Does a molecule need a heavy atom before its lowest triplet state can couple strongly to its ground state? Spin-orbit coupling grows steeply with nuclear charge, so the answer seems to be yes. The table puts that idea to the test on ten unlike molecules, treated with a hybrid functional and a small basis in the gas phase. S0 is the singlet ground state, S1 the lowest excited singlet, and T1 and T2 are the two lowest triplets.

PySCF 2.14.0, Tamm-Dancoff TD-DFT with PBE0/def2-SVP, density fitting and core orbitals frozen in the response, for ten neutral molecules in the gas phase at GFN2-xTB geometries. Each coupling is the spin-orbit coupling from a mean-field operator, taken as the root of the summed squared moduli over the three triplet sublevels.

```
                            system  singlets sought  triplets sought      formula  coupling s0 t1 (cm^-1)  coupling s1 t1 (cm^-1)  coupling s1 t2 (cm^-1)
             Fc1ccc2ccc3ccccc3c2c1                5                4       C14H9F                    0.02                   0.040                   0.010
                   CB(C)B1C=CC=CN1                6                6     C6H11B2N                    0.28                   2.750                   1.110
C[BH2-][N+]#C[SiH2]N([SiH3])[SiH3]                5                4  C2H13BN2Si3                    0.81                   3.580                   0.960
      [SiH3]/C=C/[SiH2][SiH2]C1CC1                6                5     C5H14Si3                    0.93                   3.020                   3.120
            C[C@@H](Cl)/C(C#N)=C/F                5                4     C5H5ClFN                    1.39                  10.290                   9.990
                  CC1(F)C=CC=CC=C1                8                4        C8H9F                    1.69                   0.430                   2.250
         C=C[C@@H]1/C(=C\C)[C@H]1F                8                5        C7H9F                    1.80                   3.900                   4.270
  [SiH3]O[Si@H](Cl)N([SiH3])[SiH3]                6                4   ClH10NOSi4                   11.07                   0.600                   4.090
               CC[P@H](=O)c1cccnc1                5                4     C7H10NOP                   23.99                   0.760                   2.620
          CB(C)C1=CC(=O)C(F)=CC1=O                6                6     C8H8BFO2                   55.94                   0.180                   1.160
```

Two rows carry the argument. The quinone in the last row has nothing heavier than fluorine, yet its S0–T1 coupling is the largest, 56 cm⁻¹. The nitrile with a chlorine atom, fifth row, reaches 1.4 cm⁻¹, forty times less. The order is the reverse of what the heavy-atom idea predicts.

The idea is not worthless as a rough ranking. Over the ten molecules, S0–T1 has a rank correlation of 0.56 with the largest atomic spin-orbit constant present, if molecules with equal constants share a rank. (The printed analysis puts such ties in an arbitrary order and gets 0.70, which is too high.) It breaks down when the heaviest atom is held fixed. Among the four molecules whose heaviest atom is fluorine, the quinone exceeds the next one by a factor of 31, and between the two that contain chlorine the factor is 8. Something other than the heaviest atom must set these differences.

What the strong cases have in common is a lone pair. In the quinone, the phosphine oxide and the chlorosilane, more than half of the highest occupied orbital (HOMO) sits on nitrogen and oxygen; in the other seven molecules that share is far smaller. The weakest of these three still couples six times more strongly than the strongest of the seven. El-Sayed's rule gives the reason. The spin-orbit operator contains the orbital angular momentum, which turns a p orbital by a right angle on its own atom, and the flip of the spin has to be paid for by such a turn. Moving an electron from a lone pair in the molecular plane to a π* orbital supplies it, whereas moving one from π to π* leaves the p orbitals parallel. The chlorosilane has no π* orbital of this kind: its electron leaves the nitrogen for an orbital spread mainly over silicon, and a similar turn, on the nitrogen or on the silicon atoms, is presumed, not shown.

The rule can be turned into an estimate. Let h be the share of the emptied orbital on an atom, e the share of the filled one, and ζ the atom's spin-orbit constant. The amplitude of an orbital on the atom is the square root of its share, and angular momentum connects two perpendicular p orbitals with strength one. The up-spin and down-spin parts of the triplet add, and normalisation leaves a factor 1/√2:

V ≈ Σ (ζ/√2) √(h e), summed over atoms

For the quinone, ζ of oxygen is roughly 150 cm⁻¹. The HOMO has shares of 0.28 and 0.26 on the two oxygens, and the lowest empty orbital (LUMO) has 0.17 and 0.19 on the same atoms:

V ≈ (150/√2) × (√(0.28 × 0.17) + √(0.26 × 0.19)) ≈ 47 cm⁻¹

A ring carbon adds about 2, which makes 49 against the computed 56 cm⁻¹. No constant was fitted. The closeness is partly luck, because the estimate takes T1 to be a pure HOMO-to-LUMO excitation and lets the two oxygens add, where opposite phases would make them cancel. That T1 is an n→π* state here, and in the phosphine oxide, is inferred from where the orbitals sit and not read from the state itself.

The same formula hints at what happens when the turn is absent. For the fluorocycloheptatriene, a ring with three double bonds, it would give 16 cm⁻¹ if the p orbitals stood at right angles and the parts from all atoms added up. The calculation gives 1.7, a tenth of that. Nearly parallel p orbitals are expected for a π→π* triplet, and parts of opposite sign may cancel as well. The nitrile reaches an even smaller fraction. In the planar fluorophenanthrene the coupling is zero for practical purposes.

For the three lone-pair molecules the estimate is good to an order of magnitude and no better. It is too low for the phosphine oxide by a factor of 1.7 and too high for the chlorosilane by almost 4. In the chlorosilane the electron goes into a diffuse orbital that a small basis describes poorly, so that row deserves the least trust of the three. Every molecule was also computed in a single conformer, and in the flexible ones another conformer could turn the orbitals differently and change the coupling. As a ranking of the nine molecules to which it was applied, the formula does no better than the heavy-atom idea, since it knows where the orbitals are but not how they are oriented or whether their parts cancel. It also presumes that T1 empties the HOMO, which is not always so. In the isocyanide-borane T1 mainly empties the next orbital down, though this happens to leave the estimate almost unchanged. The same is probably true of the vinyl fluorocyclopropane, where the second-highest occupied orbital and the LUMO sit on the same double bond. Its listed estimate of 1.6 cm⁻¹, seemingly a good match for the computed 1.8, is then an accident: the more fitting pair of orbitals would give about 14, and the row would join the weak π→π* cases. Even with both rows changed, the ranking improves only slightly. The printed analysis after this text lists the estimates row by row.

The nitrile also shows what is right about heavy atoms. Its HOMO lies mostly on the double bond and the cyano group, while the next two orbitals down are chlorine lone pairs. In the same calculation the third triplet couples to the ground state with 53 cm⁻¹, 38 times more than T1. The likely reason is that the chlorine lone pairs take part in this triplet, but it should not be read as a clean lone-pair excitation. The second and fourth triplets also couple to the ground state far more strongly than T1, with 21 and 55 cm⁻¹, which suggests that the chlorine character is spread over several mixed states. On that reading a heavy atom counts when it takes part in the excitation, and is largely a spectator when it does not.

Another tempting thought is that states close in energy must couple strongly. For S1 and T1 the numbers lean the other way: the nitrile has the widest gap, 2.6 eV, and the largest coupling, 10 cm⁻¹, while the chlorosilane has the narrowest gap and only 0.6 cm⁻¹. The gap helps to decide how far a given coupling mixes two states and how fast a crossing runs. It does not set the coupling itself.

For S1–T1, a first question is whether the two states are built from the same pair of orbitals. If they are, the operator has nothing to turn, because the average angular momentum of a real orbital is zero. In the cycloheptatriene and the chlorosilane, S1 and T1 are such partners, and S1 couples five to seven times more strongly to T2. In the isocyanide-borane the partner of S1 is T2, and there S1–T1 is the larger by a factor of almost 4. That assignment is less secure: S1 moves much charge across the molecule, a kind of state this method tends to place too low, and the two highest occupied orbitals are so close that another functional might exchange the labels. This is probably how the quinone, whose state compositions are not known here, can have the largest S0–T1 coupling and an S1–T1 coupling of just 0.18 cm⁻¹.

In practice, for molecules with nothing much heavier than chlorine, look at the orbitals before the periodic table. Ask whether the emptied and the filled orbital share an atom, then whether they are turned against each other there, and only then how heavy that atom is. For crossing out of S1, inspect every triplet below it, since T1 may be its weakly coupled partner. In a series of thioketones the lone pair and the turn would remain and sulfur would raise ζ, so strong coupling between an n→π* triplet and the ground state is expected there; in halogenated aromatics the halogen has to mix into π→π* states first, and its effect is less direct.

Printed output of the fit:

```
Right-angle estimate against computed S0-T1 coupling:
                                 row  HOMO share on N and O  estimate in cm^-1  computed in cm^-1  computed over estimate
               Fc1ccc2ccc3ccccc3c2c1                      0                n/a               0.02                     n/a
                     CB(C)B1C=CC=CN1                      0             0.9094               0.28                  0.3079
  C[BH2-][N+]#C[SiH2]N([SiH3])[SiH3]                      0              3.278               0.81                  0.2471
        [SiH3]/C=C/[SiH2][SiH2]C1CC1                      0               23.2               0.93                 0.04009
              C[C@@H](Cl)/C(C#N)=C/F                  0.177              21.16               1.39                 0.06569
                    CC1(F)C=CC=CC=C1                      0               16.5               1.69                  0.1025
           C=C[C@@H]1/C(=C\C)[C@H]1F                      0              1.578                1.8                    1.14
    [SiH3]O[Si@H](Cl)N([SiH3])[SiH3]                  0.549               40.1              11.07                   0.276
                 CC[P@H](=O)c1cccnc1                  0.664              14.43              23.99                   1.662
            CB(C)C1=CC(=O)C(F)=CC1=O                  0.541              48.59              55.94                   1.151
Rank correlation of S0-T1 with heaviest nuclear charge: 0.4303
Rank correlation of S0-T1 with largest atomic spin-orbit constant: 0.697
Rank correlation of S0-T1 with right-angle estimate, nine rows: 0.55
Weakest lone-pair row over strongest other row, S0-T1, ratio: 6.15
Quinone over next molecule with F as heaviest atom, S0-T1, ratio: 31.08
Chlorosilane over chloro-nitrile, S0-T1, ratio: 7.964
Quinone over chloro-nitrile, S0-T1, ratio: 40.24
Chloro-nitrile, S0-T3 over S0-T1, ratio: 38.16
Rank correlation of S1-T1 coupling with S1-T1 gap: 0.3697
Rank correlation of S1-T1 with S0-T1 coupling: -0.1152
Isocyanide-borane, unlike pair S1-T1 over like pair S1-T2, ratio: 3.729
Fluorocycloheptatriene, unlike pair S1-T2 over like pair S1-T1, ratio: 5.233
Chlorosilane, unlike pair S1-T2 over like pair S1-T1, ratio: 6.817
```
